Question

I work on GaAs layers and need three things from a calculation: the band gap, the lattice size for judging mismatch strain, and the stiffness that turns this strain into stress. I have these results for the bulk crystal.

Bulk GaAs (space group F-43m) by methods from a force field to DFT, without spin polarisation or spin-orbit coupling. Gaps and times are for single points on the r2SCAN cell, volumes from each method's relaxation or energy curve, and bulk moduli at fixed cell shape. Plane-wave PBE uses a 420 eV cutoff and an 8×8×8 k mesh (coarse run: 260 eV, 4×4×4).

```
               name                 kind  band gap (eV)  volume per atom (Å³)  bulk modulus (GPa)  atoms computed  rough processor time, order of size (s)
     GaAs.bop.table          force field            n/a                22.714               75.10               2                                      0.1
PBE coarse-settings  low cutoff and mesh          0.399                   n/a                 n/a               2                                      0.9
                PBE            semilocal          0.466                23.685               58.80               2                                        2
    PBE sz-orbitals          small basis          0.443                   n/a                 n/a               2                                        4
            GLLB-SC      model potential          0.988                   n/a                 n/a               2                                        4
    GFN1-xTB tblite        tight binding          0.586                25.215               13.50              64                                        5
    GFN2-xTB tblite        tight binding          2.667                   n/a                 n/a              64                                        5
            PBE SZV          small basis          0.726                24.773               59.50               2                                        5
             r2SCAN            semilocal          0.962                22.739               72.70               2                                        6
                PM6       semi-empirical          2.461                   n/a                 n/a              64                                        8
                PM7       semi-empirical          5.315                22.495              115.90              64                                        9
           PBE DZVP          small basis          0.449                24.079               56.80               2                                       20
```

I had hoped to check one property against what I know and then trust the same method for the other two. But PM7 has nearly the same volume as r2SCAN and a gap of more than 5 eV, while GFN1-xTB has a gap close to PBE's and a crystal as soft as a molecular solid. Which columns can I trust together, and is a dearer method worth its price?

Answer

Three sizes are worth remembering for GaAs. Going from PBE to r2SCAN adds about half an electronvolt to the gap, takes about 4% off the volume and raises the bulk modulus by about a quarter. The changes in volume and modulus are largely one effect, so these two columns can be judged together for PBE and r2SCAN. The gap is a separate matter, and there even r2SCAN is not good enough for absolute values.

Start with the volume. PBE rewards strong variations of the electron density a little too much for a solid, and stretched bonds make the density vary more, so its crystals tend to come out too large. r2SCAN also uses the kinetic-energy density of the electrons, which lets it recognise a bonding region and correct part of this error. Here the two differ by 1.4% in lattice length. Mismatch strains in layers are often of that size or smaller, so strain should never be worked out from one lattice constant by PBE and another by r2SCAN or from experiment.

The stiffness follows from the volume. The bulk modulus B is the pressure needed per relative shrinkage of the volume V, and it rises as the bonds shorten. I take each modulus in the table to belong to the method's own equilibrium volume V₀, where it has the value B₀. If B rises in a straight line with the pressure P, with the slope B′, the steps are:

dB = B′ dP
dP = −B dV/V
B(V) = B₀ (V₀/V)^B′

For semiconductors of this kind B′ is roughly 4.5, a value from general experience that was not adjusted to any row. Now carry the PBE crystal to the r2SCAN volume:

V₀/V = 23.685/22.739 = 1.042
B = 58.8 GPa × 1.042^4.5 ≈ 71 GPa

r2SCAN itself gives 73 GPa. Most of PBE's softness therefore disappears once the two crystals are compared at the same size, and this remains so if B′ is taken as 4 or 5. The reason, as theory argues it, is that the two functionals differ by an energy that changes almost in a straight line with volume. Such a term acts like a constant extra pressure: it moves the minimum but hardly alters the curvature at a given volume. A handy rule follows: a volume that is 1% too large costs 4 to 5% of the stiffness.

The rule also shows when a modulus is wrong for another reason, and PM7 is the clearest case. Its volume is within about 1% of r2SCAN's, so the rule allows a change in stiffness of about 5%, yet its modulus is 59% higher. The energy minimum sits in nearly the right place, but the walls around it are far too steep. GFN1-xTB does not follow the rule at all. With B′ = 4.5 its modulus would reach only 21 GPa at the r2SCAN volume, but its own energy curve has a curvature there of about 60 GPa, more than 80% of the r2SCAN stiffness. This crystal stiffens much faster under compression than the rule assumes, so most of its softness goes with a volume that is 11% larger than r2SCAN's. The printed output below applies the rule to every row that has a modulus, and its carried value for GFN1-xTB should not be used.

The small basis named SZV hides a subtler trap. Its modulus agrees with that of PBE in plane waves to about 1%, although its volume is 4.6% larger. By the rule it should be much softer, so two errors cancel: the crystal is too large, and it is too stiff for its size. A likely cause, which these runs do not test, is that so few orbitals cannot adapt when the atoms are pushed together. The larger DZVP basis brings the volume to within 2% of the plane-wave result, and its modulus then lies within about 4% of what the rule expects.

The gap needs a different explanation. All gaps were computed on the same r2SCAN cell, so the half electronvolt between PBE and r2SCAN comes from the method and not from the lattice. The measured gap is roughly 1.5 eV, which leaves PBE about 1 eV short and r2SCAN about half an electronvolt short. Spin-orbit coupling is left out here and would lower the computed gaps by roughly another 0.1 eV, so it cannot be blamed for the shortfall.

The cause is well understood. A true gap is the cost of taking an electron out of the crystal and putting another one in, and the exact potential jumps by a constant when the extra electron arrives. The difference between orbital energies leaves this jump out, and PBE has none to add, so its gap comes out too small. GLLB-SC estimates the jump separately: its gap of 0.99 eV is made up of 0.75 eV from the orbital energies and 0.24 eV from the jump. The jump is thus only about half of its gain over PBE; the rest comes from orbital energies that already lie further apart. Part of that rest may be due to the d electrons, which the PBE run computes and the GLLB-SC run keeps frozen in the atomic cores (28 electrons against 8). The coarser k mesh of the GLLB-SC run, 6×6×6, may contribute too. r2SCAN can include part of the same effect because its potential acts differently on different orbitals. That it ends up close to GLLB-SC does not show that the two gain their half electronvolt over PBE in the same way, and both remain well below experiment.

Volume returns here in one practical way. The lowest empty state of GaAs is antibonding, so it drops when the bonds stretch, and the gap shrinks. On the r2SCAN cell the PBE crystal is under a pressure of 2.8 GPa, which means that its gap of 0.47 eV is already flattered. If you relax the lattice with PBE and then read off the gap, you will find a still smaller one. Fix the lattice with a better method, or at the measured size, before comparing gaps.

The semi-empirical gaps should not be used at all, not even as a rough guide. GFN1-xTB and GFN2-xTB are close relatives, yet their gaps differ by about 2 eV, and PM6 and PM7 differ by almost 3 eV. The xTB methods are fitted to molecules, and PM6 and PM7 give gaps of the Hartree-Fock kind, in which the other electrons do not screen the exchange as they do in a semiconductor. All four were also run on cells of 64 atoms with few k points, which can add an error to their gaps, volumes and moduli. The GFN1-xTB gap looks reasonable only beside PBE's, which is itself much too small.

Cutoff and k mesh matter much less than the choice of method for the gap, but they cannot be neglected for the volume. The coarse PBE run lowers the gap by only 0.07 eV, which is harmless next to an error of 1 eV. It also shifts the pressure by 1.1 GPa, which is about 40% of the pressure that separates PBE from r2SCAN on this cell, though both pressures carry some noise from the grid. Cutoff and k mesh were changed together, so these runs do not tell which of them is to blame. The slight smearing of the coarse run is not, because its entropy term is only about a millionth of an electronvolt. Use such settings for a first look at the bands, never for relaxing a lattice. A minimal basis can do more harm to the gap: SZV puts it 0.26 eV above that of PBE in plane waves, which looks like progress towards experiment but vanishes with the larger DZVP basis. The other minimal basis, sz-orbitals, stays within 0.03 eV of plane waves, although it was run with a 6×6×6 k mesh and frozen d electrons, so the number of orbitals alone does not tell you how large the error will be.

As for price, every single-point run here took somewhere between a tenth of a second and about twenty seconds, so for the perfect crystal cost is no reason to avoid r2SCAN. I would take the lattice and the bulk modulus from it, because r2SCAN usually comes closer to measured lattices than PBE does. That is general experience; the table holds no measured volume or modulus to test it. The bulk modulus describes uniform compression only, however. To turn the in-plane strain of a layer into stress you need the separate elastic constants, which this table does not hold, so compute them with r2SCAN as well. For an absolute gap I would go on to a screened hybrid functional or a GW calculation with spin-orbit coupling, which cost far more but treat the missing physics directly.

Cost begins to decide when you model an interface or a dislocation. The work of an ordinary density-functional calculation grows roughly with the cube of the number of atoms, softened at first because larger cells need fewer k points, whereas that of a force field grows only in proportion. The bond-order force field in the first row agrees with r2SCAN to 0.1% in volume and 3% in modulus, which makes it a candidate for elastic strain in large cells of GaAs, once its separate elastic constants have been checked too. For an interface with another compound, you need a potential that also covers the elements on the other side. Such potentials are fitted to a few measured properties, however, and these may well be among them. Before you trust it for broken bonds or surfaces, compare it with r2SCAN on a small cell that contains them.

Numerical output:

```
Each level against references:
                  row  gap minus PBE gap (eV)  gap minus rough measured gap (eV)  volume against r2SCAN (%)  modulus against r2SCAN (%)  modulus carried to r2SCAN volume (GPa)
       GaAs.bop.table                     n/a                                n/a                    -0.1099                       3.301                                   74.73
  PBE coarse-settings                  -0.067                             -1.101                        n/a                         n/a                                     n/a
                  PBE                       0                             -1.034                       4.16                      -19.12                                   70.64
      PBE sz-orbitals                  -0.023                             -1.057                        n/a                         n/a                                     n/a
              GLLB-SC                   0.522                             -0.512                        n/a                         n/a                                     n/a
      GFN1-xTB tblite                    0.12                             -0.914                      10.89                      -81.43                                   21.49
      GFN2-xTB tblite                   2.201                              1.167                        n/a                         n/a                                     n/a
              PBE SZV                    0.26                             -0.774                      8.945                      -18.16                                   87.49
               r2SCAN                   0.496                             -0.538                          0                           0                                    72.7
                  PM6                   1.995                              0.961                        n/a                         n/a                                     n/a
                  PM7                   4.849                              3.815                     -1.073                       59.42                                   110.4
             PBE DZVP                  -0.017                             -1.051                      5.893                      -21.87                                   73.49
Gap step from PBE to r2SCAN on the same cell (eV): 0.496
PBE gap as share of r2SCAN gap (%): 48.44
Shortfall of r2SCAN gap with rough spin-orbit lowering included (eV): 0.638
GLLB-SC Kohn-Sham gap (eV): 0.7477
GLLB-SC derivative discontinuity (eV): 0.2401
GLLB-SC Kohn-Sham gap minus PBE gap (eV): 0.2817
GLLB-SC gap minus r2SCAN gap (eV): 0.026
Gap change from SZV to DZVP (eV): -0.277
GFN2-xTB gap minus GFN1-xTB gap (eV): 2.081
PM7 gap minus PM6 gap (eV): 2.854
PBE lattice length against r2SCAN (%): 1.368
SZV volume against PBE (%): 4.594
DZVP volume against PBE (%): 1.664
PBE pressure on the r2SCAN cell (GPa): 2.774
Pressure change by coarse settings (GPa): 1.119
PBE modulus carried to r2SCAN volume with pressure derivative 4 (GPa): 69.21
PBE modulus carried to r2SCAN volume with pressure derivative 5 (GPa): 72.09
Largest rough processor time in the table (s): 20
```
